# Electron-hole relations for complementary shells $l^n$ and $l^{4l+2-n}$

## 1. Premises and conventions

**P1.** One open shell of $N=4l+2$ spin-orbitals $\xi=(m_s,m_l)$ with one fixed radial function. All other shells are closed or empty.

**P2.** Fermion operators obey $\{a_\xi,a^\dagger_\eta\}=\delta_{\xi\eta}$, $\{a_\xi,a_\eta\}=0$. The state $a^\dagger_{\xi_1}\cdots a^\dagger_{\xi_n}|0\rangle$ is the normalised determinant with orbitals in that order.

**P3.** Condon-Shortley phases, so Clebsch-Gordan (CG) coefficients are real, and terms are real combinations of determinants. Wigner-Eckart theorem in the form
$$\langle jm|T^{(k)}_q|j'm'\rangle=(-1)^{j-m}\begin{pmatrix}j&k&j'\\-m&q&m'\end{pmatrix}\langle j\|T^{(k)}\|j'\rangle .$$

Notation: $s=\tfrac12$, $[x]=2x+1$, $-\xi=(-m_s,-m_l)$, $a=\alpha SL$ for a term.

Define
$$\tilde a_\xi=p_\xi\,a_{-\xi},\qquad p_\xi=(-1)^{s-m_s+l-m_l},\qquad p_\xi p_{-\xi}=(-1)^{2s+2l}=-1. \tag{1}$$
Couple spin to rank $\kappa=0,1$ and orbit to rank $k=0,\dots,2l$:
$$W^{(\kappa k)}_{\pi q}=-(a^\dagger\tilde a)^{(\kappa k)}_{\pi q}=-\sum_{\xi\eta}\langle sm_s\,sm_s'|\kappa\pi\rangle\langle lm_l\,lm_l'|kq\rangle\,a^\dagger_\xi\tilde a_\eta ,\tag{2}$$
with $\eta=(m_s',m_l')$. For each of the two spaces,
$$\langle jm\,j\,{-m'}|kq\rangle(-1)^{j+m'}=(-1)^{2j}\sqrt{[k]}\,(-1)^{j-m}\begin{pmatrix}j&k&j\\-m&q&m'\end{pmatrix}.$$
The two factors $(-1)^{2j}$ give $-1$ and cancel the sign in (2). So $W^{(\kappa k)}=\sum_i w_i^{(\kappa k)}$ with $\langle sl\|w^{(\kappa k)}\|sl\rangle=\sqrt{[\kappa][k]}$. These $N^2$ operators span all one-body operators in the shell. Comparing reduced elements:
$$\hat n=\sqrt N\,W^{(00)},\quad \mathbf S=\sqrt{\tfrac{[l]}2}\,W^{(10)},\quad \mathbf L=\sqrt{\tfrac{2l(l+1)[l]}3}\,W^{(01)},\quad U^{(k)}=\sqrt{\tfrac{2}{[k]}}\,W^{(0k)},$$
$$\sum_i\mathbf l_i\cdot\mathbf s_i=\sqrt{\tfrac{l(l+1)[l]}6}\sum_q(-1)^qW^{(11)}_{q,-q},\tag{3}$$
where $U^{(k)}=\sum_iu_i^{(k)}$ and $\langle l\|u^{(k)}\|l\rangle=1$.

## 2. The conjugation operator

Fix one sign for the full shell $|F\rangle$. Define the linear operator $C$ on determinants:
$$C\,a^\dagger_{\xi_1}\cdots a^\dagger_{\xi_n}|0\rangle=\tilde a_{\xi_1}\cdots\tilde a_{\xi_n}|F\rangle .\tag{4}$$

* Both sides are antisymmetric in the labels, so (4) is consistent.
* Distinct determinants go to distinct determinants, up to sign. So $C$ is real and unitary, and maps $l^n$ one-to-one onto $l^{N-n}$.
* Prefixing one more $a^\dagger_\xi$ in (4) gives $Ca^\dagger_\xi=\tilde a_\xi C$ on every determinant (both sides vanish if $\xi$ is occupied).
* The adjoint of $Ca^\dagger_{-\xi}C^{-1}=p_{-\xi}a_\xi$ is $Ca_{-\xi}C^{-1}=p_{-\xi}a^\dagger_\xi$. Multiply by $p_\xi$ and use (1).

Hence
$$Ca^\dagger_\xi C^{-1}=\tilde a_\xi,\qquad C\tilde a_\xi C^{-1}=-a^\dagger_\xi .\tag{5}$$

## 3. One-body tensors

From (2) and (5), $CW^{(\kappa k)}C^{-1}=+(\tilde a\,a^\dagger)^{(\kappa k)}$. Reorder with $\tilde a_\xi a^\dagger_\eta=p_\xi\delta_{\eta,-\xi}-a^\dagger_\eta\tilde a_\xi$.

* *Contraction.* Since $\langle jm\,j\,{-m}|00\rangle=(-1)^{j-m}/\sqrt{[j]}$, the array $p_\xi\delta_{\eta,-\xi}$ is $\sqrt N$ times the CG product for ranks $(00)$. CG orthogonality gives $\sqrt N\,\delta_{\kappa0}\delta_{k0}$.
* *Operator part.* Exchanging the coupled labels costs $(-1)^{2s-\kappa+2l-k}=-(-1)^{\kappa+k}$. With the anticommutation sign the term is $(-1)^{\kappa+k}(a^\dagger\tilde a)^{(\kappa k)}=-(-1)^{\kappa+k}W^{(\kappa k)}$.

Therefore
$$CW^{(\kappa k)}C^{-1}=\epsilon_{\kappa k}W^{(\kappa k)}+\sqrt N\,\delta_{\kappa0}\delta_{k0},\qquad \epsilon_{\kappa k}=-(-1)^{\kappa+k}.\tag{6}$$
Solving (6) for $C^{-1}WC$ gives the same right-hand side. The case $(00)$ reads $\hat n\to N-\hat n$.

**Result A (terms).** $\epsilon_{10}=\epsilon_{01}=+1$, so $C$ commutes with every component of $\mathbf S$ and $\mathbf L$. The states
$$|l^{N-n}\bar a\,M_SM_L\rangle\equiv C\,|l^n a\,M_SM_L\rangle\tag{7}$$
carry the same $S,L,M_S,M_L$ and the same ladder phases. As $C$ is a bijection, $l^n$ and $l^{N-n}$ have the same terms, each the same number of times.

**Result B (matrix elements).** $\langle\bar a|W|\bar b\rangle=\langle a|C^{-1}WC|b\rangle$, and the 3-$j$ factors on both sides are identical. For $(\kappa k)\neq(00)$,
$$\langle l^{N-n}\bar a\|W^{(\kappa k)}\|l^{N-n}\bar b\rangle=-(-1)^{\kappa+k}\langle l^na\|W^{(\kappa k)}\|l^nb\rangle .\tag{8}$$
The off-diagonal signs in (8) hold for the phase choice (7).

| operator | $(\kappa k)$ | $\epsilon$ |
|---|---|---|
| $\mathbf S$, $\mathbf L$, Zeeman | (10), (01) | $+$ |
| spin-orbit | (11) | $-$ |
| crystal field, quadrupole | $(0k)$, even $k>0$ | $-$ |
| spin-dipolar hyperfine | (12) | $+$ |

## 4. Coulomb energy

Expand $r_{12}^{-1}=\sum_k (r_<^k/r_>^{k+1})\,\mathbf C^{(k)}(1)\cdot\mathbf C^{(k)}(2)$, with $C^{(k)}_q=\sqrt{4\pi/[k]}\,Y_{kq}$. The radial parts give the Slater integrals $F^k$, the average of $e^2r_<^k/(4\pi\varepsilon_0r_>^{k+1})$ over two shell densities. For $i\neq j$ each factor acts once on its electron, so it may be replaced by its projection on the shell, $c_ku^{(k)}$, with
$$c_k^2=[l]^2\begin{pmatrix}l&k&l\\0&0&0\end{pmatrix}^2 ,$$
nonzero only for even $k\le2l$. Write $\sum_{i<j}=\tfrac12(\sum_{ij}-\sum_{i=j})$. The one-electron scalar is $u^{(k)}\cdot u^{(k)}=1/[l]$, by 3-$j$ orthogonality. For $k=0$ each pair gives $F^0$. So
$$H_C=\tfrac12\hat n(\hat n-1)F^0+\tfrac12\sum_{k=2,4,\dots}c_k^2F^k\left(U^{(k)}\cdot U^{(k)}-\frac{\hat n}{[l]}\right).\tag{9}$$
By (6), $U^{(k)}\to-U^{(k)}$ for even $k>0$, so $U^{(k)}\cdot U^{(k)}$ is invariant. Only the $\hat n$-dependent constants change. With $\tfrac12[(N-n)(N-n-1)-n(n-1)]=\tfrac12(N-2n)(N-1)$:

**Result C.**
$$\langle\bar a|H_C|\bar b\rangle=\langle a|H_C|b\rangle+\delta_{ab}\,\frac{N-2n}{2}\left[(N-1)F^0-\sum_{k>0}\frac{c_k^2}{[l]}F^k\right].\tag{10}$$
The whole matrix shifts by a constant. For equal $F^k$, term order, term separations and the mixing of repeated terms are the same in both shells. With spin-orbit coupling $\zeta\sum_i\mathbf l_i\cdot\mathbf s_i$ added, the spectrum of $l^{N-n}$ is that of $l^n$ with $\zeta\to-\zeta$, at any coupling strength.

## 5. Coefficients of fractional parentage

Definition, with the last electron coupled second:
$$|l^{n+1}a'M'\rangle=\sum_{a}(l^na|\}l^{n+1}a')\sum_{M\xi}G(aM,\xi|a'M')\,|l^naM\rangle_{1\dots n}\,\phi_\xi(n+1),$$
where $M=(M_S,M_L)$ and $G(aM,\xi|a'M')=\langle SM_S\,sm_s|S'M_S'\rangle\langle LM_L\,lm_l|L'M_L'\rangle$. By P2, $a^\dagger_\xi\Phi=\sqrt{n+1}\,\mathcal A[\phi_\xi(1)\Phi(2\dots n+1)]$ with $\mathcal A$ the antisymmetrising projector. Moving $\phi_\xi$ to the last slot is a cycle of sign $(-1)^n$, and $\mathcal A$ drops out against an antisymmetric bra:
$$\langle l^{n+1}a'M'|a^\dagger_\xi|l^naM\rangle=(-1)^n\sqrt{n+1}\,(l^na|\}l^{n+1}a')\,G(aM,\xi|a'M').\tag{11}$$

Conjugation swaps parent and daughter: $\bar a'$ has $N-n-1$ electrons, $\bar a$ has $N-n$. Evaluate $X=\langle\bar aM|a^\dagger_\xi|\bar a'M'\rangle$ twice.

1. By (11), with $N$ even: $X=(-1)^{n+1}\sqrt{N-n}\,(\bar a'|\}\bar a)\,G(a'M',\xi|aM)$.
2. By (5), $C^{-1}a^\dagger_\xi C=-p_\xi a_{-\xi}$. All elements are real, so $X=-p_\xi\langle a'M'|a^\dagger_{-\xi}|aM\rangle=(-1)^{n+1}p_\xi\sqrt{n+1}\,(a|\}a')\,G(aM,-\xi|a'M')$.

Two standard CG symmetries (exchange of $J$ with $J'$, then reversal of all projections) give
$$\langle JM\,j\,{-m}|J'M'\rangle=(-1)^{j-m}(-1)^{J'+j-J}\sqrt{[J']/[J]}\,\langle J'M'\,jm|JM\rangle .$$
Apply this in spin and in orbit. The factors $(-1)^{j-m}$ multiply to $p_\xi$, and $p_\xi^2=1$. Cancel $G$.

**Result D.**
$$(l^{4l+1-n}\bar a'|\}l^{4l+2-n}\bar a)=(-1)^{S'-S+L'-L+l+1/2}\sqrt{\frac{(n+1)[S'][L']}{(4l+2-n)[S][L]}}\;(l^na|\}l^{n+1}a').\tag{12}$$
The exponent is an integer, since $S'-S=\pm\tfrac12$. The magnitude is free of convention. The sign belongs to (7) and changes if states are rephased.

## 6. Half-filled shell

From (5), $C^2a^\dagger_\xi C^{-2}=-a^\dagger_\xi$. Since $C^2$ does not depend on the sign of $|F\rangle$, take $|F\rangle=\prod_{\rm pairs}a^\dagger_\xi a^\dagger_{-\xi}|0\rangle$. Each of the $2l+1$ pairs gives $\tilde a_\xi\tilde a_{-\xi}=-a_{-\xi}a_\xi$, so $C|F\rangle=-|0\rangle$ and $C^2=-(-1)^{\hat n}$.

For $n=2l+1$, $C$ maps the shell to itself with $C^2=1$. It is then real symmetric and commutes with $\mathbf S$ and $\mathbf L$, so terms can be chosen with $\bar a=\eta_aa$, $\eta_a=\pm1$. Then (8) becomes a selection rule: the element vanishes unless $\eta_a\eta_b=\epsilon_{\kappa k}$. Diagonal elements with even $\kappa+k>0$ are zero, so no term of $p^3$ has first-order spin-orbit splitting. When (12) is written with unconjugated half-shell states, it carries the extra factor $\eta$ of that state.

## 7. Range of validity

* Results A, B, D are exact algebra for any $l$ and $n$.
* Result C and the $\zeta\to-\zeta$ rule relate angular coefficients at **equal** radial parameters. Different atoms have different $F^k$ and $\zeta$, so only patterns, ratios and signs carry over.
* P1 excludes term-dependent orbitals and configuration interaction. Closed shells add a central field, a $(00)$ operator, which shifts all terms alike.
* With a second open shell left unconjugated, the intershell direct terms $U^{(k)}_1\cdot U^{(k)}_2$, $k>0$, change sign, and separations are not equal.
* Other two-body operators need their own count. Spin-spin coupling is built from $W^{(1k)}W^{(1k')}$ with $k,k'$ even, coupled to spin rank 2. Its $i=j$ part vanishes, as one electron has no spin rank 2. It is therefore invariant under $C$, unlike the spin-orbit term.

## 8. Illustration: C $2p^2$ and O $2p^4$

Here $l=1$, $N=6$, $n=2$. Both atoms have ${}^3P,{}^1D,{}^1S$, with $\binom62=\binom64=15$ states. Ground-term O atoms are also the reactive species of the oxygen plasmas used to strip photoresist.

**Coulomb.** $c_2^2=9\cdot\tfrac2{15}=\tfrac65$. For two electrons the $F^2$ coefficient is $(-1)^Lc_2^2\begin{Bmatrix}1&1&L\\1&1&2\end{Bmatrix}$, with 6-$j$ values $\tfrac16,\tfrac1{30},\tfrac13$ for $L=1,2,0$. The shift (10) is $5F^0-\tfrac25F^2$.

| term | $p^2$ | $p^4$ |
|---|---|---|
| ${}^3P$ | $F^0-\tfrac5{25}F^2$ | $6F^0-\tfrac{15}{25}F^2$ |
| ${}^1D$ | $F^0+\tfrac1{25}F^2$ | $6F^0-\tfrac9{25}F^2$ |
| ${}^1S$ | $F^0+\tfrac{10}{25}F^2$ | $6F^0$ |

The gaps are $\tfrac6{25}F^2$ and $\tfrac9{25}F^2$ in both, ratio $1.5$.

**Spin-orbit.** Within ${}^3P$, $H=A\,\mathbf L\cdot\mathbf S$. The state $M_L=M_S=1$ is the determinant $\{1^+0^+\}$ in $p^2$, with $\sum m_lm_s=+\tfrac12$, so $A=+\zeta/2$. Its conjugate has holes in $-1^-$ and $0^-$, i.e. $\{1^+0^+{-1}^+1^-\}$, with $\sum m_lm_s=-\tfrac12$ and $A=-\zeta/2$, as (8) requires. The Landé intervals are $E_J-E_{J-1}=AJ$. The multiplet is normal in C and inverted in O (Hund's third rule).

**Parentage.** First $p^2\to p^3$. The squared coefficients are the weights of the pair states.

* ${}^4S$ needs a triplet parent: weight 1 on ${}^3P$.
* Doublets: $\langle\mathbf s_1\cdot\mathbf s_2\rangle=\tfrac13\cdot\tfrac12(\tfrac34-\tfrac94)=-\tfrac14=\tfrac w4-\tfrac34(1-w)$, so ${}^3P$ has $w=\tfrac12$.
* ${}^2D$ cannot come from ${}^1S$, so ${}^1D$ has $\tfrac12$.
* ${}^2P$: $\langle\mathbf l_1\cdot\mathbf l_2\rangle=\tfrac16(2-6)=-\tfrac23$, and the pair values are $-1,+1,-2$ for $P,D,S$. Then $-\tfrac12+x-2(\tfrac12-x)=-\tfrac23$ gives $x=\tfrac5{18}$ for ${}^1D$ and $\tfrac29$ for ${}^1S$.

Equation (12) multiplies each weight by $3[S'][L']/(4[S][L])$. Squared coefficients $(p^3a'|\}p^4a)^2$:

| $p^4$ term | ${}^4S$ | ${}^2D$ | ${}^2P$ |
|---|---|---|---|
| ${}^3P$ | $1/3$ | $5/12$ | $1/4$ |
| ${}^1D$ | 0 | $3/4$ | $1/4$ |
| ${}^1S$ | 0 | 0 | 1 |

Each row sums to one. Sudden removal of a $2p$ electron from O ${}^3P$ feeds ${}^4S:{}^2D:{}^2P=4:5:3$ if the radial factors are equal.

Sign test. Take $|{}^3P\,11\rangle=a^\dagger_{1^+}a^\dagger_{0^+}|0\rangle$ and $|{}^4S\,\tfrac32 0\rangle=a^\dagger_{1^+}a^\dagger_{0^+}a^\dagger_{-1^+}|0\rangle$. Then (11) reads $1=\sqrt3\,({}^3P|\}{}^4S)/\sqrt3$, coefficient $+1$. The conjugates are $-a_{-1^-}a_{0^-}|F\rangle$ and $-a_{-1^-}a_{0^-}a_{1^-}|F\rangle$, so the element of $a^\dagger_{1^-}$ is $+1=-2\,(\overline{{}^4S}|\}\overline{{}^3P})\,\tfrac{\sqrt3}2$. The coefficient is $-1/\sqrt3$. Equation (12) gives phase $(-1)^{1/2-1+1+1/2}=-1$ and magnitude $\sqrt{12/36}$, the same value.

**Numbers.** Approximate effective inputs: $F^2=5.2$ eV, $\zeta=3.6$ meV for C; $F^2=8.2$ eV, $\zeta=19$ meV for O. They were chosen to reproduce the typical ${}^1D$–${}^3P$ gap and the typical total width of ${}^3P$, so those entries are no test of the model. Term gaps refer to centres of gravity. The model's values, with Boltzmann weights $[J]e^{-E_J/k_BT}$ at 300 K ($k_BT=25.9$ meV):

| model quantity | C $2p^2$ | O $2p^4$ |
|---|---|---|
| ${}^1D-{}^3P$ (eV) | 1.2 | 2.0 |
| ${}^1S-{}^1D$ (eV) | 1.9 | 3.0 |
| $E_1-E_0$ (meV) | 1.8 | $-9.5$ |
| $E_2-E_1$ (meV) | 3.6 | $-19$ |
| lowest level | ${}^3P_0$ | ${}^3P_2$ |
| its share of ${}^3P$ | 0.13 | 0.74 |

**Neglected terms.** One $p$ electron has spin-orbit energy $-\zeta$ ($j=\tfrac12$) or $+\zeta/2$ ($j=\tfrac32$). For $J=0$ of $p^2$ the eigenvalues are thus $-2\zeta$ and $\zeta$. The block $({}^3P_0,{}^1S_0)$ has diagonal $(-\zeta,0)$, so its determinant fixes the squared coupling at $2\zeta^2$. For $J=2$ the eigenvalues $\zeta,-\zeta/2$ and diagonal $(\zeta/2,0)$ give $\zeta^2/2$. Squares are unchanged in $p^4$, so the second-order shifts are downward in both atoms. For O they are $2\zeta^2/(4.9\ \text{eV})=0.15$ meV for $J=0$ and $\zeta^2/(2\times2.0\ \text{eV})=0.09$ meV for $J=2$, small against the intervals. Two-electron magnetic terms, spin-spin among them, typically move the individual intervals by about 10 %, which limits the table to two figures.

The ratio 1.5 is the weak point of the model. Typically the ratio is about 1.1 in both atoms, so the model's ${}^1S$–${}^1D$ gap is too large by roughly a third. The cause lies outside P1: correlation, notably the mixing $2s^2\to2p^2$. This mixing also breaks the symmetry between the atoms, since $2p^4$ offers partners to all three terms of C while $2p^6$ offers one only to ${}^1S$ of O.